Appendix. Cost against accuracy in stochastic velocity rescaling: one CO₂ molecule

A.1 The exact step

The thermostat of Bussi, Donadio and Parrinello (2007) multiplies all velocities by a common factor α such that the kinetic energy obeys the Itô equation

dK = (K₀ − K) dt/τ + 2 √(K K₀/(N τ)) dW,  K₀ = N kT/2,

for N degrees of freedom. With y = 2K/kT it reads dy = (N − y) dt/τ + 2 √(y/τ) dW. Zero flux, (N − y)p = 2 d(yp)/dy, gives p ∝ y^(N/2−1) e^(−y/2), that is K^(N/2−1) e^(−K/kT): a χ² law with cumulants κ₁ = N, κ₂ = 2N, κ₃ = 8N, κ₄ = 48N.

By Itô's rule the same equation holds for y = Σuᵢ² with duᵢ = −uᵢ dt/(2τ) + dWᵢ/√τ, whose exact step over h is u′ = √c u + √(1−c) R, with c = e^(−s), s = h/τ, and R a vector of unit Gaussians. With axis 1 along u,

y′ = (√(cy) + √(1−c) R₁)² + (1−c) Σ(i=2..N) Rᵢ².

Dividing by y = NK/K₀,

α² = c + (1−c)(K₀/NK) Σ(i=1..N) Rᵢ² + 2R₁ √(c(1−c)K₀/NK).

A.2 Methods and work

The unit of work is one uniform random number; Box–Muller gives one Gaussian per uniform, and function evaluations are not counted. Let d be the draws per step.

E, exact step. Two squared Gaussians sum to −2 ln U, so d = 1 + ⌈(N−1)/2⌉; at large N a rejection sampler for the gamma law keeps the mean d bounded.

Sₘ, shortcut. The sum over i ≥ 2 is replaced by its mean N − 1, and the step is split into m substeps with b = e^(−s/m) in place of c. Then d = m and y stays positive, unlike in an Euler step.

L, Langevin. The update of u is applied to every component: d = N, with the same process y as E.

Each method adds O(N) arithmetic per step and O(1) memory beyond the velocities.

A.3 Solvable model

A free rigid CO₂ molecule, being linear, has N = 3 + 2 = 5. Free motion conserves K, so only the thermostat changes y and no splitting error arises. With assumed settings T = 300 K, h = 2 fs and τ = 20 fs, s = 0.1, K₀ = 1.04×10⁻²⁰ J, and the exact target is Var K = N(kT)²/2 = 4.29×10⁻⁴¹ J², or κ₂ = 2N.

Bias. With q = 1 − b, a Gaussian integral over R₁ shows that the stationary cumulant generating function of Sₘ obeys

G(t) = q(N−1)t − ½ ln(1−2qt) + G(bt/(1−2qt)).

Matching powers of t gives κ₁ = N and

κ₂ = (2q² + 4bqN)/(1−b²) = 2N(1−β),  β = (1 − 1/N) tanh(s/2m),
κ₃ = (8q³ + 24bq²N + 12b²qκ₂)/(1−b³),
κ₄ = (48q⁴ + 192bq³N + 144b²q²κ₂ + 24b³qκ₃)/(1−b⁴).

The mean is exact; the variance is low by the fraction β, which falls as 1/m. For E and L, β = 0 at any s.

Statistical error. The estimator is the average of z², z = y − N, over n steps. The conditional moments show that, in all methods, z and z² − 4z − κ₂ are eigenfunctions of one full step, with eigenvalues c and c². The covariance of z² at lag k is therefore A c²ᵏ + B cᵏ, with B = 4κ₃ and A = κ₄ + 2κ₂² − 4κ₃. Summed over lags, the variance relative to (2N)² is σ²/n, where

σ² = [A coth s + B coth(s/2)]/(4N²).

For E this is (2 + 4/N) coth s + (8/N) coth(s/2). The large-n form overestimates the variance by a fraction below 1/(ns), at most 0.5 % for the shortest run below (2000 steps); a stationary start is presumed. For W = nd draws the relative root-mean-square error is

ε² = β² + dσ²/W,  W = dσ²/(ε² − β²).

method   d   β (%)   κ₃      κ₄      σ²
S₁       1   4.00    38.45   230.7   57.0
S₂       2   2.00    39.21   235.3   58.5
E        3   0       40      240     60.1
L        5   0       40      240     60.1

Sₘ with m ≥ 3 draws as much as E or more and keeps a bias, so it is dropped.

A.4 Choices

Work for a stated accuracy, in 10⁴ draws:

ε       S₁            S₂     E      L
10 %    0.68          1.2    1.8    3.0
5 %     6.3           5.6    7.2    12
3 %     unreachable   23     20     33

Error in per cent inside a budget:

W       S₁     S₂     E      L
10⁴     8.5    11     13     17
10⁵     4.7    4.0    4.2    5.5
10⁶     4.1    2.3    1.3    1.7

The cheapest choice is S₁ at 10 %, S₂ at 5 % and E at 3 %; the best inside 10⁴, 10⁵ and 10⁶ draws is S₁, S₂ and E. Equating ε² puts the change from S₁ to S₂ at 5.0×10⁴ draws (ε = 5.2 %) and from S₂ to E at 1.6×10⁵ draws (ε = 3.4 %).

Counting draws alone favours the shortcuts. Other work per step worth w draws turns d into d + w, and E, which needs the fewest steps at both accuracies, becomes cheapest for w > 68 at 10 % and for w > 4.3 at 5 %.

The coupling s is the stronger lever. For E, σ² ≈ (2 + 20/N)/s = 6/s at weak coupling and falls to 2 + 12/N = 4.4 as s → ∞, without bias in this model; for Sₘ a larger s raises β. With forces present, τ is bounded below by the tolerated disturbance of the dynamics, and the integrator adds its own bias.

Free rigid silane has N = 6: d = 4 and σ² = 53.4 for E, and β = 4.16 % for S₁. For CO₂ with its centre of mass at rest, N = 2, E needs only d = 2 with σ² = 120.2, and S₁ has β = 2.50 %.

These numbers are the model's and concern the total K only. A common factor α leaves the rotational share of K of the free molecule at its initial value, whereas canonically it fluctuates about the mean 2/5. For any observable that depends on this share, E and Sₘ do not converge at any budget, and L, at 5/3 of the draws of E, is the only choice of the three.